Spin injection from permalloy into aluminium at 4 K: conductivity mismatch and its cure by a tunnel contact

THE PROBLEM

A long permalloy (Ni80Fe20) wire, F, fills x < 0 and meets a long aluminium wire, N, at x > 0 end to end. Both have the section A = 100 nm × 100 nm = 1.0 × 10⁻¹⁴ m². The temperature is 4.0 K. The magnetisation lies along the wire, spin ↑ means the majority spin of F, and the problem is treated as collinear and one-dimensional, with no spin flip at the contact. Electrons are driven from F into N with a current of magnitude I = 10 µA. These values are typical of such structures and are to be taken as given inputs:

permalloy: resistivity ρ_F = 1.2 × 10⁻⁷ Ω m, spin diffusion length λ_F = 5.0 nm, conductivity polarisation p = (σ↑ − σ↓)/(σ↑ + σ↓) = 0.70
aluminium: ρ_N = 5.0 × 10⁻⁸ Ω m, λ_N = 700 nm, free-electron Fermi wave number k_F ≈ 1.75 × 10¹⁰ m⁻¹
Al2O3 barrier: resistance-area product R_cA = 1/(G↑ + G↓) = 1.0 × 10⁻¹¹ Ω m² (10 Ω µm²), conductance polarisation P_c = (G↑ − G↓)/(G↑ + G↓) = 0.30, thickness about 1.0 nm, relative permittivity about 9

G↑ and G↓ are contact conductances per unit area. Find (a) the current polarisation P_j at the contact when the contact has no resistance, (b) the same with the barrier, (c) the spin splitting of the electrochemical potential in the aluminium in both cases, (d) the barrier needed to reach 90 % of P_c, and (e) the extra resistance that the spin accumulation adds.

The inputs have two figures. I carry unrounded values through the arithmetic and show more digits only where small differences matter.

WHY THE FORMULA HOLDS

Let U↑ and U↓ be the electrochemical potentials of the two spin species divided by the elementary charge e > 0, so they are in volts. Let J↑ and J↓ be e times the electron particle flux, positive towards +x, so that I need not carry the sign of the electron charge. Each spin channel obeys Ohm's law,

J↑ = −σ↑ dU↑/dx, J↓ = −σ↓ dU↓/dx, with σ↑ = (1 + p)/(2ρ), σ↓ = (1 − p)/(2ρ).

Write U = (U↑ + U↓)/2, S = (U↑ − U↓)/2, J = J↑ + J↓ and J_s = J↑ − J↓. Adding and subtracting gives ρJ = −(U′ + pS′) and ρJ_s = −(pU′ + S′), where the prime is d/dx. Eliminating U′,

J_s = pJ − (1 − p²) S′/ρ. (1)

Charge is conserved, so J is constant. Spin flips remove spin current at a rate proportional to S, and with (1) this gives S″ = S/λ², which defines λ. The solutions that vanish far from the contact are S_F exp(x/λ_F) in F and S_N exp(−x/λ_N) in N, where p = 0. Putting them into (1) at x = 0,

F side: J_s = pJ − S_F/r_F, r_F = ρ_F λ_F/(1 − p²),
N side: J_s = S_N/r_N, r_N = ρ_N λ_N.

At the contact each channel carries G↑ or G↓ times the drop of its own potential. With ΔU and ΔS = S_F − S_N the drops from F to N, R_cA J = ΔU + P_c ΔS and R_cA J_s = P_c ΔU + ΔS. The same elimination gives

contact: J_s = P_c J + (S_F − S_N)/r_c, r_c = R_cA/(1 − P_c²).

No spin flips at the contact means that the three expressions are one and the same J_s = P_j J. Hence

S_F = r_F (p − P_j) J, S_N = r_N P_j J, S_F − S_N = r_c (P_j − P_c) J. (2)

The first minus the second must equal the third, and solving for P_j,

P_j = (r_F p + r_c P_c)/(r_F + r_c + r_N). (3)

So P_j is a weighted mean of three polarisations, p, P_c and zero for the aluminium, and the weights are the three spin resistances. It refers to x = 0; deeper in the aluminium the polarisation decays as exp(−x/λ_N). The obstacle was spelled out for semiconductors by Schmidt and co-workers in 2000, and the tunnel contact as a cure by Rashba in 2000 and by Fert and Jaffrès in 2001.

Question: Why the factors 1/(1 − p²) and 1/(1 − P_c²)? The resistance of the junction is R_c.

Answer: R_c is the two channels in parallel, and it governs the charge current. A spin accumulation alone drives a current out through one channel and back through the other, which puts them in series. In fact r_c = (1/G↑ + 1/G↓)/4. You can picture (3) as two parallel chains of resistors, joined at x = −λ_F and at x = +λ_N. The ↑ chain holds 2r_F(1 − p), 2r_c(1 − P_c) and 2r_N; the ↓ chain holds 2r_F(1 + p), 2r_c(1 + P_c) and 2r_N. The current divides as P_j = (R↓ − R↑)/(R↓ + R↑), with R↑ and R↓ the chain sums, and this is exactly (3).

THE THREE SPIN RESISTANCES

I use the unit 1 fΩ m² = 10⁻¹⁵ Ω m². The current density is J = I/A = 1.0 × 10⁹ A m⁻², so that, conveniently, 1 fΩ m² times J is 1 µV.

r_F = (1.2 × 10⁻⁷ Ω m)(5.0 × 10⁻⁹ m)/0.51 = 1.176 fΩ m²
r_N = (5.0 × 10⁻⁸ Ω m)(7.0 × 10⁻⁷ m) = 35.0 fΩ m²
r_c = (1.0 × 10⁻¹¹ Ω m²)/0.91 = 10989 fΩ m²

Divided by A these are 0.118 Ω, 3.5 Ω and 1.10 kΩ, while the ordinary barrier resistance is R_c = 1.0 kΩ.

Question: Your aluminium conducts better than your permalloy. Where is the mismatch?

Answer: The name comes from semiconductors, where the resistivity ratio alone is ruinous. What enters (3) is resistivity times spin diffusion length. Here ρ_F/ρ_N = 2.4 works in our favour, but λ_N/λ_F = 140 works against us, and r_N/r_F = 0.51 × 140/2.4 ≈ 30. Permalloy destroys a spin accumulation within 5 nm, so it is a very low resistance for spin, sitting right beside a metal that holds spin for 700 nm.

(a) THE TRANSPARENT CONTACT

Setting r_c = 0,

P_0 = p r_F/(r_F + r_N) = 0.824 fΩ m²/36.18 fΩ m² = 0.0228.

The shorter form p r_F/r_N needs r_N ≫ r_F as well. It gives 0.0235, too high by the fraction r_F/r_N = 3.4 %. In the resistor picture the ↑ chain is 0.706 + 70.0 fΩ m² and the ↓ chain is 4.00 + 70.0 fΩ m². The equal aluminium resistors dominate both chains, so the currents are nearly equal. A current that is 70 % polarised deep in the permalloy arrives about 2 % polarised. The depolarisation happens inside the permalloy, in the last few nanometres before the interface. Spins pile up in the aluminium, S is continuous across a transparent contact, and the ferromagnet relaxes what it finds on its side.

(b) THE TUNNEL CONTACT

P_j = (0.824 + 3297) fΩ m²/(11025 fΩ m²) = 0.299.

The weights are 1.1 × 10⁻⁴ for the permalloy bulk, 0.9967 for the barrier and 0.0032 for the aluminium. The barrier resistors, 15385 fΩ m² for ↑ and 28571 fΩ m² for ↓, now decide how the current divides. The limit P_j → P_c needs r_c much greater than both r_N and r_F, that is r_c ≫ r_F + r_N, and we are short of the limit by P_c − P_j = 9.1 × 10⁻⁴. The gain over the ideal transparent contact is a factor of 13, even though P_c is less than half of p.

Question: Would any large series resistance do?

Answer: No. Put P_c = 0 in (3) and a large r_c drives P_j to zero, because you have added equal resistors to both chains. The contact has to be both dominant and spin selective. And it does not pass on the bulk p: it replaces p by its own P_c, which is a property of the tunnelling states at the permalloy/oxide interface.

(c) SPIN ACCUMULATION

From (2), the splitting of the electrochemical potentials at the aluminium side is μ↑ − μ↓ = 2eS_N = 2e r_N P_j J, and r_N J = 35.0 µV.

Transparent: S_N = 0.797 µV, splitting 1.6 µeV. On the other side S_F = r_F(p − P_0)J = 0.797 µV as well, as continuity demands.

Barrier: S_N = 10.47 µV, splitting 21 µeV. On the other side S_F = 0.472 µV. The jump S_F − S_N = −10.00 µV equals r_c(P_j − P_c)J.

This is the physical content of the cure. The barrier sustains a discontinuity in S. The aluminium holds a large accumulation while the permalloy, a nanometre away, holds a small one. The accumulation does push a spin current back through the barrier, but it is only (S_N − S_F)/r_c, the fraction 9.1 × 10⁻⁴ of J found above. The price is the bias J R_cA = 10 mV, so that S_N is only 1.0 × 10⁻³ of the voltage across the junction.

Question: What happens if you reverse the current?

Answer: All equations are linear in J. P_j stays the same and S changes sign: majority spins are extracted from the aluminium and the minority spins are left in excess.

(d) HOW THICK A BARRIER IS NEEDED

Equation (3) can be rewritten as

P_j = P_0 + (P_c − P_0) r_c/(r_c + r_F + r_N),

so P_j climbs monotonically from P_0 to P_c and is half way, at 0.161, when r_c = r_F + r_N = 36.18 fΩ m², which is R_cA = 33 fΩ m². For P_j = 0.9 P_c = 0.27, solve (3) for r_c:

r_c = [0.9 P_c (r_F + r_N) − p r_F]/(0.1 P_c) = (9.77 − 0.824) fΩ m²/0.030 = 298 fΩ m².

Then R_cA = 0.91 r_c = 271 fΩ m², about 0.27 Ω µm², or 27 Ω for our area. With P_c held at 0.30:

R_cA (fΩ m²) | r_c (fΩ m²) | P_j
0 | 0 | 0.023
1 | 1.10 | 0.031
10 | 11.0 | 0.087
100 | 110 | 0.231
1000 | 1099 | 0.291
10000 | 10989 | 0.299

Our barrier is 37 times more resistive than the 90 % criterion asks. The upper rows only illustrate the formula; a continuous oxide cannot be thinned to such values at fixed P_c.

(e) THE EXTRA RESISTANCE

In F the combination U + pS is linear in x with slope −ρ_F J, so it is the far-away potential extrapolated to the contact. In N that role belongs to U itself. The drop between the two extrapolations is ΔU + pS_F, and ΔU = R_cA J − P_c(S_F − S_N). The junction resistance-area product is therefore R_cA + δ, with

δ = [(p − P_c) S_F + P_c S_N]/J = [r_N(p² r_F + P_c² r_c) + r_F r_c (p − P_c)²]/(r_F + r_c + r_N).

The second form shows that δ is never negative, as it must be since spin relaxation dissipates energy. For r_c = 0 it reduces to p² r_F r_N/(r_F + r_N), the boundary resistance of van Son, van Kempen and Wyder (1987). Here that is 0.56 fΩ m², or 0.056 Ω. With the barrier, δJ = 0.189 µV + 3.14 µV, so δ = 3.33 fΩ m², or 0.33 Ω. The spin-dependent resistance has grown by a factor of 6.0 but is now 3.3 × 10⁻⁴ of R_c. A needlessly thick barrier therefore buries the spin signal of a two-terminal measurement, and this is one reason why the accumulation is usually read as a voltage on a separate ferromagnetic contact that carries no current.

Question: No metal interface has zero resistance. How far do you trust 0.0228?

Answer: To one figure, and this is the main caveat of part (a). The scale of a metallic interface resistance follows from the Landauer formula. A free-electron metal has k_F²/(4π) transverse modes per area and spin, each conducting e²/h at full transmission, so the Sharvin value is

r_Sh = [(2e²/h) k_F²/(4π)]⁻¹ = 0.53 fΩ m².

Where the bands of two metals do not match, the interface resistance that enters our equations is of this order, which is negligible against r_N but not against r_F. Take as an illustration r_c ≈ 0.5 fΩ m² and P_c ≈ 0.7, values typical of permalloy/copper and only borrowed here. Then (3) gives (0.824 + 0.35)/36.68 = 0.032, a factor 1.4 above the ideal value. So the honest statement is that a metallic contact injects 2 to 3 %, and that the gain from the barrier is between about 9 and 13. Spin flip at an intermixed metallic interface, which we left out, is a further sink for the accumulation and is not captured by (3).

Question: Is diffusion a valid description over 5 nm of permalloy?

Answer: Only marginally. The equations need a mean free path ℓ much shorter than λ, which is the condition under which Valet and Fert (1993) obtained them from the Boltzmann equation. In our aluminium the free-electron relation ℓ = 3π²ħ/(e² k_F² ρ_N) gives 8 nm against 700 nm, which is safe. In permalloy the majority mean free path is typically a few nanometres, comparable with λ_F, so r_F is an estimate. See what that does: doubling r_F moves P_0 from 0.023 to 0.044, while the tunnel result remains 0.299. The barrier makes the injection independent of the least certain input. All the uncertainty has moved into P_c.

Question: How do G↑ and G↓ connect with the scattering picture?

Answer: Each is (e²/h) times the sum of the transmission probabilities of that spin, per area. Comparing with the Sharvin value, the mean transmission per aluminium mode is r_Sh/(R_cA) = 5.3 × 10⁻⁵. The Landauer resistance contains a contact part of order r_Sh that must be removed before matching to diffusive metals, but here that is a correction of the same relative size, 5.3 × 10⁻⁵, and can be dropped. An electron arriving at the barrier from the aluminium is almost always reflected, and it flips its spin in the aluminium long before it would tunnel back.

Question: And pinholes?

Answer: A ballistic metallic opening of area a conducts about a/r_Sh, which equals the whole tunnel conductance 1/R_c for a = 0.53 nm². So a defect a few atoms wide can carry half the current. It does not bring the mismatch back, because the total junction resistance would still be hundreds of ohms against r_N/A = 3.5 Ω. What it does is to replace P_c by the conductance-weighted mean of the polarisations of the oxide and of the opening. In that case the input changes, not the structure of (3).

Question: At 4 K, with aluminium and a small junction, should we worry about superconductivity or Coulomb blockade?

Answer: The transition temperature of aluminium is approximately 1.2 K in bulk and somewhat higher in thin films, still below 4 K, so the metal is normal. The parallel-plate capacitance is C = 9 ε₀ A/(1.0 nm) = 0.80 fF, and the charging energy e²/(2C) = 0.10 meV lies below k_BT = 0.34 meV and far below the 10 meV supplied by the bias. There is no island, only the impedance of the leads. At such a bias the charging effect amounts to a voltage offset of up to e/(2C), which is 1 % of 10 mV. A constant offset common to both spin channels is subtracted from ΔU, and ΔU was eliminated, so the contact equation is untouched. Even a halving of r_c would only take P_j to 0.298.

Question: A bias of 10 mV is much larger than k_BT/e. Is that still linear response?

Answer: Between metals the tunnel current is linear as long as the densities of states and the barrier transmission vary little over the bias window, and k_BT is not the relevant scale for that. The problem takes G↑, G↓ and λ_N as constant over 10 meV. At substantially higher bias P_c generally falls, and one should use the value that belongs to the bias applied.

Question: Real devices have the permalloy crossing over an aluminium strip. What changes?

Answer: The areas may differ, so one works with resistances: r_F and r_c divided by the junction area, and ρ_N λ_N divided by the section of the strip. Also the spins diffuse away in both directions, whichever way the charge current leaves, which puts two spin resistances in parallel and halves the aluminium term. For a junction area and a strip section both equal to A, and a junction short against λ_N (ours would be 100 nm against 700 nm), r_N is replaced by 17.5 fΩ m². The transparent polarisation becomes 0.044, the tunnel value 0.300, and the accumulation under the tunnel junction falls to S_N = 5.2 µV. The aluminium is a better spin drain, which eases the mismatch by about a factor of two and dilutes the accumulation by about the same factor.

THE ANSWERS

(a) P_0 = 0.023 for an ideal contact, with a realistic metallic interface shifting it to about 0.03. (b) P_j = 0.30 with the barrier. (c) Splittings of 1.6 µeV and 21 µeV at 10 µA. (d) R_cA ≈ 0.27 Ω µm² for 90 % of P_c. (e) Extra resistances of 0.056 Ω and 0.33 Ω.